# How fast do majority carriers follow the gate signal?

A C–V measurement reads a depletion width only if the majority carriers at the depletion edge rearrange within a small part of the signal period. This tutorial finds the time they need in p-type silicon with $N_A=10^{16}\ \text{cm}^{-3}$ at 300 K.

**Conventions.** The oxide interface is at $x=0$ and an ohmic back contact at $x=t$. The potential $\psi$ is zero at the contact, $V_T=kT/q$, and $u=\psi/V_T$ is the static band bending, positive towards depletion, so that $p=p_0e^{-u}$ in equilibrium. Acceptors are uniform and fully ionised, $p_0=N_A$. Signals vary as $e^{j\omega t}$, impedances are per unit area, and a prime is $d/dx$. The working bias is $\psi_s=0.30$ V. With a typical $n_i\approx10^{10}\ \text{cm}^{-3}$ the surface turns intrinsic at $V_T\ln(N_A/n_i)=0.36$ V, and at the working bias it holds only $1.1\times10^{9}$ electrons per cm³, so electrons are left out.

## 1. Estimate by hand

**Neutral bulk.** A cube of neutral silicon is a capacitor of permittivity $\epsilon_s$ in parallel with a resistor of conductivity $\sigma_0=q\mu_pp_0$. The geometry cancels in the product $RC$, so excess charge drains away in the dielectric relaxation time $\tau=\epsilon_s/\sigma_0$. With $\epsilon_s\approx10^{-12}$ F/cm, $q\approx1.6\times10^{-19}$ C and $\mu_p\approx400$ cm²/V·s, $\sigma_0\approx0.64$ S/cm and $\tau\approx1.6$ ps.

Diffusion gives a second route. Holes screen over the Debye length $L_D=\sqrt{\epsilon_sV_T/qp_0}\approx40$ nm (with $V_T\approx0.026$ V) and diffuse with $D=\mu_pV_T\approx10$ cm²/s, so they cross it in $L_D^2/D\approx1.6$ ps. The corner frequency $1/2\pi\tau$ is about $1\times10^{11}$ Hz.

**Bent bands.** Where the bands are bent by $u$, the hole density and the conductivity are down by $e^{-u}$, and the same $RC$ argument gives a local time $\tau e^{u}$. The question is where to evaluate it. The potential in a depletion layer grows roughly as $y^2/2L_D^2$ with distance $y$ from the edge. If the edge is taken as two Debye lengths wide, $u\approx2$ on its inner side, $e^u\approx7$, and the edge responds in about 11 ps, a corner near 14 GHz. At the surface, $u_s\approx0.3/0.026\approx11.5$ and $e^{u_s}\approx1\times10^5$, which gives 0.16 µs and a corner near 1 MHz.

The estimate thus offers 1.6 ps for the bulk, 11 ps for the edge and 0.16 µs for the surface. The last lies on the usual C–V test frequency, so it matters which of the three is a real response time.

## 2. Careful calculation

### Inputs

The static dielectric constant is 11.7 at 300 K (compiled value, Ioffe Institute), so $\epsilon_s=1.036\times10^{-12}$ F/cm. The hole mobility is set to 420 cm²/V·s, typical for this doping, and held constant. Then $V_T=25.85$ mV, $\sigma_0=0.673$ S/cm (1.49 Ω·cm), $D=10.86$ cm²/s and $L_D=40.9$ nm.

### Neutral bulk

The model is drift–diffusion, continuity and Poisson's equation for holes:

$$J_p=q\mu_ppE-qDp',\qquad q\,\partial_tp=-J_p',\qquad \epsilon_sE'=q(p-N_A).\tag{1}$$

In neutral material the static field is zero. With $p=p_0+\delta p$, to first order $J_p'=\sigma_0\,\delta E'-qD\,\delta p''$, and Poisson's equation turns the first term into $q\,\delta p/\tau$:

$$\partial_t\,\delta p=D\,\delta p''-\frac{\delta p}{\tau},\qquad \tau=\frac{\epsilon_s}{q\mu_pp_0}=\frac{L_D^2}{D}.\tag{2}$$

The two forms of $\tau$ are equal because $D=\mu_pV_T$. A disturbance of wavenumber $k$ decays at the rate $(1+k^2L_D^2)/\tau$, so $\tau$ is the slowest time of the bulk. Here $\tau=1.54$ ps, $1/2\pi\tau=103$ GHz, and $\omega\tau=9.7\times10^{-6}$ at 1 MHz.

One result follows for any bias. The total current $I=J_p+j\omega\epsilon_s\,\delta E$ is independent of $x$. At the oxide $J_p=0$, so $I=j\omega\,\delta Q_G$ with $\delta Q_G=\epsilon_s\,\delta E(0)$ the gate charge. Deep in the bulk $J_p=\sigma_0\,\delta E$, so $J_p=I/(1+j\omega\tau)$. The hole charge withdrawn from the surface region is therefore $\delta Q_G/(1+j\omega\tau)$. The total lags the gate charge by $\tau$, with no factor $e^u$. It remains to see whether its distribution keeps up.

### Static profile

Poisson's equation in equilibrium, $L_D^2u''=1-e^{-u}$, has the first integral

$$u'=-\frac{F(u)}{L_D},\qquad F=\sqrt{2(u-1+e^{-u})},\qquad \frac{dF}{du}=\frac{1-e^{-u}}{F}.\tag{3}$$

The static field is $E_0=V_TF/L_D$. Define $W=L_DF_s$ with $F_s=F(u_s)$, so that $\epsilon_sE_0(0)=qN_AW$. At the working bias $u_s=11.60$, $e^{u_s}=1.10\times10^5$, $F_s=4.61$ and $W=188$ nm.

### Depleted surface: the profile moves rigidly

Let $p_{eq}$ and $E_{eq}$ be the equilibrium solution, continued to $x<0$ by (3), and try

$$p=p_{eq}(x-\xi),\qquad E=E_{eq}(x-\xi)+E_b(t),\tag{4}$$

with a displacement $\xi(t)$ and a uniform field $E_b$. Poisson's equation holds because the doping is uniform. The equilibrium drift and diffusion currents cancel point by point, which leaves $J_p=q\mu_ppE_b$. Continuity reads $-\dot\xi\,p'=-\mu_pE_b\,p'$, so $\dot\xi=\mu_pE_b$. All three equations of (1) are met. Only the condition $J_p(0)=0$ is missed, by a current $e^{-u_s}$ times the bulk current, $9\times10^{-6}$ of it here. Near the depleted surface $\epsilon_sE_{eq}'=-qN_A$ to the same accuracy, so $Q_G=qN_A(W+\xi)+\epsilon_sE_b$, or

$$\tau\,\dot\xi+\xi=\frac{\delta Q_G}{qN_A},\qquad \xi=\frac{\delta Q_G/qN_A}{1+j\omega\tau}.\tag{5}$$

Every hole, in the bulk, at the edge or in the tail near the surface, moves with the same velocity, and the edge follows the gate charge with the single time constant $\tau$. Within the model this holds at all frequencies.

The small-signal surface potential is $\delta\psi_s=\int_0^t\delta E\,dx=E_bt+\xi E_0(0)$. Dividing by $I=j\omega qN_A\xi(1+j\omega\tau)$ gives

$$Z_s=\frac{t}{\sigma_0(1+j\omega\tau)}+\frac{W}{j\omega\epsilon_s(1+j\omega\tau)}=\frac{W}{j\omega\epsilon_s}+\frac{t-W}{\sigma_0+j\omega\epsilon_s}.\tag{6}$$

The smooth edge behaves as an insulator of thickness $W$ in series with neutral silicon of thickness $t-W$. It adds no resistance of its own. Here $C_s=\epsilon_s/W=55.0$ nF/cm².

### Flat band

At $u_s=0$, eliminating $\delta p=\epsilon_s\,\delta E'/q$ gives $I=(\sigma_0+j\omega\epsilon_s)\,\delta E-D\epsilon_s\,\delta E''$. The solution is $I/(\sigma_0+j\omega\epsilon_s)+Be^{-\kappa x}$ with $\kappa=\sqrt{1+j\omega\tau}/L_D$, and $j\omega\epsilon_s\,\delta E(0)=I$ fixes $B=I/[j\omega\epsilon_s(1+j\omega\tau)]$. Integration over $x$, for $t\gg L_D$, gives

$$Z_s=\frac{t}{\sigma_0(1+j\omega\tau)}+\frac{L_D}{j\omega\epsilon_s(1+j\omega\tau)^{3/2}}.\tag{7}$$

Write the second term of (6), first form, or of (7) as $(1-j\omega\tau_{\rm eff})/j\omega C_s$ at low frequency. Then $\tau_{\rm eff}=\tau$ in depletion and $1.5\,\tau$ at flat band.

### Between the two

Introduce the hole quasi-Fermi potential $\phi$ by $p=p_0e^{(\phi-\psi)/V_T}$, so that $J_p=-\sigma_0e^{-u}\,\delta\phi'$ to first order. The linearised Poisson equation is $L_D^2\,\delta\psi''=e^{-u}(\delta\psi-\delta\phi)$. By (3), $w(x)=F(u(x))$ solves it for $\delta\phi=0$; this is the quasi-static response, a shift of the profile. Multiply the equation by $w$, subtract $\delta\psi$ times the equation for $w$, and integrate from 0 to $t$. On the left use $w'(0)=-g/L_D$ with $g=1-e^{-u_s}$, and $w(t)=w'(t)=0$. On the right use $e^{-u}F\,dx=L_D\,d(e^{-u}-e^{-u_s})$, integrate by parts and set $\delta\phi(t)=0$. The result is exact within the model:

$$Z_s=\frac{1}{j\omega C_s}+\frac1{\sigma_0}\int_0^tf\,e^{u}\,\frac{J_p}{I}\,dx,\qquad C_s=\frac{\epsilon_sg}{L_DF_s},\qquad f=\frac{e^{-u}-e^{-u_s}}{g}.\tag{8}$$

The quasi-static hole charge is $\delta p\,dx\propto e^{-u}F\,dx\propto d(e^{-u})$, so $f(x)$ is the fraction of it that lies between the surface and $x$. At low frequency continuity then gives $J_p=fI$, and the resistance is $\sigma_0^{-1}\int_0^tf^2e^u\,dx=(t-x_R)/\sigma_0$ with $x_R=\int(1-f^2e^u)\,dx$. By the definition above, $\tau_{\rm eff}=C_sx_R/\sigma_0$. The integrand equals $[(1-e^{-u})-e^{-2u_s}(e^u-1)]/g^2$. With $dx=-L_D\,du/F$ its first part integrates to $L_DF_s/g^2$ by (3), and

$$\frac{\tau_{\rm eff}}{\tau}=\frac1g\left[1-\frac{e^{-2u_s}K}{F_s}\right],\qquad K=\int_0^{u_s}\frac{e^u-1}{F}\,du.\tag{9}$$

| $u_s$ | $e^{u_s}$ | $K$ | $\tau_{\rm eff}/\tau$ |
|---|---|---|---|
| 0 | 1 | 0 | 1.5 |
| 1 | 2.72 | 1.437 | 1.22 |
| 2 | 7.39 | 4.41 | 1.09 |
| 3 | 20.1 | 10.9 | 1.04 |
| 5 | 148 | 60.3 | 1.006 |

The response time falls from $1.5\,\tau$ towards $\tau$ as the surface depletes. At the working bias it exceeds $\tau$ by $9\times10^{-6}$ of its value. From flat band through depletion the condition for holes to follow the signal is $\omega\tau\ll1$ with the bulk $\tau$.

### What the instrument sees

A meter drives the gate voltage, not the gate charge. Adding the oxide drop, $\delta V_G=\delta Q_G/C_{ox}+E_bt+\xi E_0(0)$, and using (5),

$$\tau_V=\tau\,\frac{t+\epsilon_s/C_{ox}}{W+\epsilon_s/C_{ox}}=\tau+C\,\frac{t-W}{\sigma_0},\qquad \frac1C=\frac1{C_{ox}}+\frac1{C_s},\tag{10}$$

where $\xi\propto\delta V_G/(1+j\omega\tau_V)$. Take as an illustration 10 nm of SiO₂ (relative permittivity about 3.9) and a typical wafer thickness of 725 µm. Then $C_{ox}=345$ nF/cm², $\epsilon_s/C_{ox}=30$ nm, $C=47.5$ nF/cm², the substrate resistance is 0.108 Ω·cm², and $\tau_V=5.1$ ns, or $3.3\times10^3\,\tau$, with a corner at 31 MHz. At 1 MHz the loss tangent $\omega\tau_V$ is 0.032 and the parallel capacitance reads 0.1 % low. In strong accumulation, with $C\approx C_{ox}$, the product $RC$ is 37 ns and the reading is 5 % low. These figures hold for a gate much wider than the wafer is thick. For a dot of radius $a=50$ µm the spreading resistance, about $1/(4\sigma_0a)$, replaces $t$ by $\pi a/4=39$ µm and gives $\tau_V\approx0.28$ ns, still 180 times $\tau$.

### Limits of the model

Drift–diffusion neglects carrier inertia. With a typical hole conductivity mass of $0.37\,m_0$ the momentum relaxation time is $\tau_m=\mu_pm^*/q=0.088$ ps, and $r=\tau_m/\tau=0.057$. In a single-$\tau_m$ Drude picture $\tau_m\ddot\xi+\dot\xi=\mu_pE_b$, and the left side of (5) gains $\tau\tau_m\ddot\xi$. The low-frequency lag stays at $\tau$, while the slow decay time after a step shortens to 1.45 ps. For $r>1/4$ the relaxation becomes a damped plasma oscillation. At fixed mobility $r\propto p_0$ and this happens at $4.4\times10^{16}\ \text{cm}^{-3}$; the fall of mobility with doping moves the crossing higher. In heavily doped wells $\epsilon_s/\sigma_0$ is no longer a decay time.

The acceptors are on average $N_A^{-1/3}=46$ nm apart, about one Debye length, so the smooth profile is an average over the gate area. At 103 GHz the wavelength $c/(\nu\sqrt{11.7})$ is 0.85 mm, comparable with the wafer, so the substrate term of (6) fails before $\omega\tau$ reaches one. Two figures are what the model supports: $\tau\approx1.5$ ps.

## 3. Why the two differ

| Quantity | By hand | Careful |
|---|---|---|
| Bulk | 1.6 ps | 1.54 ps |
| Depletion edge | 11 ps | 1.54 ps |
| Holes near the surface | 0.16 µs | 1.54 ps |

**Bulk: rounding only.** Unrounded, the hand value is 1.56 ps. The permittivity went up by 3.6 % and the mobility by 5 %, and the net change is a fall of 1.5 %. The physics is the same.

**Edge and surface: the factor $e^u$ itself.** The gaps, a factor of 7 and a factor of $1\times10^5$, are the factors $e^u$ that the estimate put in. Linearising (1) about a profile with a static field gives

$$\partial_t\,\delta p=D\,\delta p''-\mu_pE_0\,\delta p'-\mu_pE_0'\,\delta p-\mu_pp'\,\delta E-\mu_pp\,\delta E'.\tag{11}$$

The last term equals $-\delta p\,e^{-u}/\tau$, and it is the only one that the local $RC$ argument keeps. The others are larger once $u$ passes about one. The third has the size $(1-e^{-u})\,\delta p/\tau$, and so has the fourth for the quasi-static shift, where $\delta p=-\xi p'$ and $\epsilon_s\,\delta E=qN_A\xi(1-e^{-u})$. The first two are of order $F^2\,\delta p/\tau$, since $p$ changes over the length $L_D/F$. At $u=2$ the kept coefficient is 0.135, against 0.865 and 2.27. The estimate kept the smallest rate and read its inverse as the response time.

**Fewer carriers, and fewer to move.** The $RC$ picture asks how long the local holes take to neutralise a given charge with their own conduction. The signal does not ask that of them. It asks that the local density change by a fraction $-\delta\psi/V_T$ of itself, and where holes are scarce that is a small charge. In depletion the conduction share of the current is $f=e^{-u}$, the resistivity is $e^u/\sigma_0$, and their product, the slope of the quasi-Fermi potential, is the same everywhere: it is the field $E_b$ of (4). The loss density $J_p^2/\sigma$ then falls as $e^{-u}$ towards the surface. The rest of the current crosses the layer as displacement current at any frequency, however low. Half of the signal charge sits at $u<\ln2=0.69$ and 86 % at $u<2$.

**The acceptors set the clock.** In the depleted zone the field comes from the fixed acceptors, $E_0=qN_Ay/\epsilon_s$ with $y=W-x$, whatever the hole density. A hole drifts as $\dot y=-y/\tau$, which contains the bulk $\tau$ because $N_A=p_0$. Released at the surface, it comes within $L_D$ of the edge in $\tau\ln F_s=2.4$ ps. The surface field of 29 kV/cm would give it $1.2\times10^7$ cm/s, above a typical saturation velocity of roughly $10^7$ cm/s or a little less, so a real sweep-out takes somewhat longer. It stays in the picosecond range, far from 0.16 µs.

**Where $e^u$ does appear.** The exponential returns when holes must carry a charge that is not proportional to their own density. Interface traps are the standard case. Their capture time is $1/(\sigma_cv_{th}p_s)$ with $p_s=p_0e^{-u_s}=9.1\times10^{10}\ \text{cm}^{-3}$. For an illustrative cross-section $\sigma_c=10^{-15}$ cm² and $v_{th}\approx10^7$ cm/s it is 1.1 ms. The trap current crosses the whole depleted layer as hole current, against an excess resistance $\sigma_0^{-1}\int(e^u-1)\,dx=L_DK/\sigma_0=0.15$ Ω·cm². This is a rough value, since $L_D/F_s=8.9$ nm is no longer than the free path $\sqrt{D\tau_m}=9.8$ nm. For an illustrative $D_{it}=10^{11}\ \text{cm}^{-2}\text{eV}^{-1}$, $C_{it}=16$ nF/cm², and the capture step acts as a resistance of about $7\times10^4$ Ω·cm², capture time over $C_{it}$. Capture limits the traps, and transport does not. The time $\tau e^u$ is also the correct relaxation time of a uniform, field-free layer, many of its own Debye lengths thick, whose hole density is $p_0e^{-u}$, such as a lightly doped epitaxial layer.

For a uniformly doped substrate, $\tau e^u$ at the edge is a cautious figure that errs on the slow side, and its value at the surface has no bearing on the capacitance. The model's response time for p-Si at $10^{16}\ \text{cm}^{-3}$ is 1.5 ps, inversely proportional to the assumed mobility. Dispersion seen in a depletion C–V curve at 1 MHz should be sought in series resistance, interface traps or minority carriers.